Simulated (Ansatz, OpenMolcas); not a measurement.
# CF2 (SMILES F[C]F): the energy, rung by rung

CF2 has 3 atoms, charge 0, and is taken as a singlet. As SMILES, `F[C]F`. The shape is that of a PBE0-D4/def2-TZVP optimisation.

```jsonl
{"atom": "F", "x (Å)": "0.3163", "y (Å)": "0.9714", "z (Å)": "0.2816"}
{"atom": "C", "x (Å)": "0.3823", "y (Å)": "-0.3185", "z (Å)": "0.1752"}
{"atom": "F", "x (Å)": "-0.6986", "y (Å)": "-0.6529", "z (Å)": "-0.4567"}
```

Quantity: the energy change with the C2–F3 bond stretched from 1.296 to 1.944 Å, in eV. The values are calculated.

```tsv
level	kind	program	value (eV)	CPU time (all runs)
HF/def2-TZVPP (restricted)	Hartree–Fock	Ansatz	3.33	1.2 s
revPBE/def2-TZVPP (restricted)	GGA	Ansatz	1.95	1.9 s
M06-L/def2-TZVPP (restricted)	meta-GGA	OpenMolcas	2.31	78 s
M06-2X/def2-TZVPP (restricted)	hybrid meta-GGA	OpenMolcas	2.81	63 s
CAM-B3LYP/def2-TZVPP (restricted)	range-separated hybrid	Ansatz	2.66	2.5 s
B2PLYP/def2-TZVPP (restricted)	double hybrid	OpenMolcas	2.43	47 s
RPA@PBE0/def2-TZVPP (restricted)	RPA	Ansatz	2.46	4.2 s
MP2/def2-TZVPP (restricted)	perturbation theory	Ansatz	2.62	1.5 s
CASSCF(18,12)/def2-TZVPP	multireference	OpenMolcas	2.55	1.7 min
CCSD/def2-TZVPP (restricted)	coupled cluster or CI	Ansatz	2.76	6.3 s
```

Spin-restricted single references rise too steeply as a bond breaks, Hartree–Fock most of all. The first shape isn't each level's own minimum. The values span 1.95 to 3.33 eV. CPU times are rough (shared hosts, several kinds of processor): they show what a rung costs within a factor of a few.

Stretching one C–F bond of singlet CF2 is costly at every level, as expected for a strong, polar σ bond reinforced by donation from fluorine lone pairs into the formally empty carbon p orbital. The stretch weakens both contributions, and the π overlap probably fades first.

Every correlated wavefunction treatment lies below Hartree–Fock, which suggests that correlation grows in importance as the bonding and antibonding orbitals approach each other. Among the density functionals, the two semilocal ones give the lowest values and the hybrids higher ones, but B2PLYP, at 2.43 eV, falls below CAM-B3LYP despite its larger share of exact exchange at short range.

The closeness of MP2 (2.62 eV) and CASSCF (2.55 eV) is no sign of convergence: the former treats correlation only to second order, while the latter covers the valence space but omits most dynamic correlation. CCSD lacks connected triples, which would probably lower its 2.76 eV. None of these values is a bond dissociation energy, since the stretched bond is still only partly broken.
